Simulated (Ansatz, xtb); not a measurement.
Two isomers of BFGeH6Si

We compare X, `[BH2][GeH2][SiH2]F`, a singlet, with Y, `F[BH][GeH2][SiH3]`, a singlet. Both are isolated molecules in the gas phase, relaxed with PBE0-D3(BJ)/def2-SVP; the shapes shown needn't be the lowest conformers.

X (Å):

```xyz
10

B    -0.6398   -2.1400   -1.4576
F    -0.1602    0.4704    2.7510
Ge    0.1995   -0.6616   -0.3198
Si   -0.8268   -0.7063    1.8385
H    -1.6375   -1.9269   -2.1029
H    -0.1841   -3.2577   -1.4466
H     1.7105   -0.8487   -0.0781
H    -0.0384    0.7566   -0.8753
H    -2.2930   -0.4447    1.7524
H    -0.5935   -2.0087    2.5278
```

Y (Å):

```
atom    x (Å)    y (Å)    z (Å)
   B   0.7616  -1.2508  -1.2676
   F   1.8094  -0.4840  -1.0337
  Ge  -1.1133  -0.6982  -0.5811
  Si  -1.5759  -1.8832   1.4425
   H   0.9623  -2.2955  -1.8515
   H  -2.2002  -1.0988  -1.6000
   H  -1.2334   0.8134  -0.3041
   H  -2.9476  -1.5585   1.9388
   H  -1.4849  -3.3556   1.1988
   H  -0.5791  -1.5119   2.4931
```

Quicker runs give these differences E(Y) − E(X): GFN2-xTB +5.7 kcal/mol; HF/STO-3G −35.7 kcal/mol (at GFN2-xTB geometries); r2SCAN-D4/def2-SVP −13.9 kcal/mol (at GFN2-xTB geometries).

**Question.** Estimate which is lower in electronic energy at CCSD(T)/def2-SVP + ΔMP2/def2-TZVPP, and by roughly how much.

**Answer.** The CCSD(T)/def2-SVP + ΔMP2/def2-TZVPP calculation puts structure Y lower, by 5.8 kcal/mol.

The same difference at several levels:

```csv
level,geometry,E(Y) − E(X) (kcal/mol),departure from the last row (kcal/mol),"job, with rough time for the two"
GFN2-xTB,GFN2-xTB,+5.7,+11.5,"optimisation, 0.16 s"
HF/STO-3G,GFN2-xTB,−35.7,−29.9,"single point, 0.34 s"
r2SCAN-D4/def2-SVP,GFN2-xTB,−13.9,−8.1,"single point, 3.3 s"
PBE0-D3(BJ)/def2-SVP,PBE0-D3(BJ)/def2-SVP,−13.5,−7.7,"optimisation, 50 s"
HF/def2-SVP,PBE0-D3(BJ)/def2-SVP,−8.9,−3.1,part of the CCSD(T) run
MP2/def2-SVP,PBE0-D3(BJ)/def2-SVP,−11.8,−6.0,part of the CCSD(T) run
CCSD(T)/def2-SVP,PBE0-D3(BJ)/def2-SVP,−12.4,−6.7,single point
CCSD(T)/def2-SVP + ΔMP2/def2-TZVPP,PBE0-D3(BJ)/def2-SVP,−5.8,,"single point, 25 s"
```

As drawn, Y has 1 B–F, 1 Si–H in place of 1 F–Si, 1 B–H.

GFN2-xTB puts the two in the other order. The largest departure from CCSD(T)/def2-SVP + ΔMP2/def2-TZVPP is that of HF/STO-3G, 29.9 kcal/mol. The last row adds to CCSD(T) the change of the MP2 difference between the two basis sets, here +6.7 kcal/mol, a large step that makes the value less sure.

With harmonic frequencies from PBE0-D3(BJ)/def2-SVP (ideal gas, rigid rotor, one conformer each, 298.15 K, 1 atm): on the last row, ΔE + ΔZPE = −5.9 kcal/mol. A mode under 50 cm⁻¹ makes harmonic enthalpies and free energies unreliable, so none is given.

The correlated steps freeze 16 core orbitals; the filled d shell of Ge is correlated, in a basis made for valence electrons. Mirror images aren't counted in ΔG. Programs: Ansatz 0.2.0, xtb 6.7.1; the last row on 2 threads of Arm Neoverse V2 on a shared host.

Fluorine prefers boron to silicon here, but only by 5.8 kcal/mol, a small remainder between large bond energies. In Y, a fluorine lone pair donates into the empty p orbital of three-coordinate boron, adding π character to an already strong, polar σ bond and relieving boron's electron deficiency. Silicon in X has no such vacant valence p orbital, though its Si–F bond is also very strong because of its polarity. Moving fluorine to boron also exchanges a B–H bond for a generally weaker Si–H bond, which offsets much of the gain.

Within def2-SVP, Hartree–Fock already favours Y and correlation only reinforces this, so the preference doesn't originate in electron correlation. The larger basis favours X, probably because the polar Si–F bond needs more flexible polarisation functions on silicon. This suggests that the ordering is better supported than its size, and that further basis enlargement could narrow the gap. The preference describes the isolated monomers and needn't carry over to condensed phases, where BH₂ groups can associate through hydrogen bridges.
